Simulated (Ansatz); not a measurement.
## A series in volume scale on TiB₂

Results calculated with Ansatz 0.2.0, not measured. Free energy against uniform scaling of the volume at fixed shape and fractions; periodic cell, basis, potentials, k mesh and filling as listed.

The cell before it is scaled or strained (space group P6/mmm, No. 191):
```
CELL_PARAMETERS angstrom
3.02920 0.00000 0.00000
-1.51460 2.62340 0.00000
0.00000 0.00000 3.22840
ATOMIC_POSITIONS crystal
Ti 0.00000 0.00000 0.00000
B 0.33333 0.66667 0.50000
B 0.66667 0.33333 0.50000
```

Settings of every row: functional LDA; dispersion none; potentials PAW; wave cutoff 517.02 eV; density cutoff 2068.1 eV; k mesh 11x11x9; k shift 0x0x0; occupations cold; smearing width 0.15 eV; spin none.

Limits: coarse k mesh, up to 40 meV an atom off.

| row | volume scale | V (Å³/atom) | pressure (GPa) | energy above lowest point (meV/atom) |
| --- | --- | --- | --- | --- |
| 1 | 0.94 | 8.039 | 5.24 | 2.3 |
| 2 | 0.96 | 8.21 | -0.85 | 0 |
| 3 | 0.98 | 8.381 | ? | ? |
| 4 | 1 | 8.552 | -11.32 | 13.4 |
| 5 | 1.02 | 8.723 | -15.82 | 27.9 |
| 6 | 1.04 | 8.894 | -19.88 | 47 |
| 7 | 1.06 | 9.065 | -23.56 | 70.2 |

Question: what pressure and energy above lowest point should row 3 give?

Worked fit of pressure. Take u = (V_r/V)^(2/3) − 1 with V_r = 8.6375 Å³ an atom, which is twice the finite (Eulerian) strain; such expansions in the strain, on which the Birch-Murnaghan equation of state is built, carry the rest volume and the bulk modulus. The shown rows have u = 0.04904, 0.03442, 0.00665, -0.00655, -0.01932, -0.03169. Least squares give pressure = −13.625 + 340.43 × u + 870.2 × u² + 651 × u³ GPa; a parabola predicts inner rows, each left out in turn, worse (root mean square 0.013 against 0.0037 GPa). All shown rows lie on it to the printed digit. The pressure vanishes at u = 0.0365, or V = 8.185 Å³ an atom, and there the bulk modulus at fixed shape and fractions is B = −V dP/dV = (2/3)(1 + u) dP/du = 281 GPa. Letting shape and atoms relax would as a rule lower it, by much in layered, chain or molecular crystals. The withheld row has u = 0.0203, so the fit gives −13.625 + 340.43 × (0.0203) + 870.2 × (0.0203)² + 651 × (0.0203)³ = -6.35 GPa.

The calculation gave -6.35 GPa. The fit meets it to the printed digit.

Worked fit of energy above lowest point. Take u = (V_r/V)^(2/3) − 1 with V_r = 8.6375 Å³ an atom, which is twice the finite (Eulerian) strain; such expansions in the strain, on which the Birch-Murnaghan equation of state is built, carry the rest volume and the bulk modulus. The shown rows have u = 0.04904, 0.03442, 0.00665, -0.00655, -0.01932, -0.03169. Least squares give energy above lowest point = 20.05 − 1103.1 × u + 15117 × u² meV/atom; a straight line predicts inner rows, each left out in turn, worse (root mean square 9.5 against 0.026 meV/atom). All shown rows lie on it to the printed digit. Its lowest point lies at u = 0.0365, or V = 8.185 Å³ an atom, and the curvature there gives the bulk modulus at fixed shape and fractions, B = (4/9)(1 + u)² E″(u)/V = 283 GPa. Letting shape and atoms relax would as a rule lower it, by much in layered, chain or molecular crystals. The withheld row has u = 0.0203, so the fit gives 20.05 − 1103.1 × (0.0203) + 15117 × (0.0203)² = 3.9 meV/atom.

The calculation gave 3.9 meV/atom. The fit meets it to the printed digit.
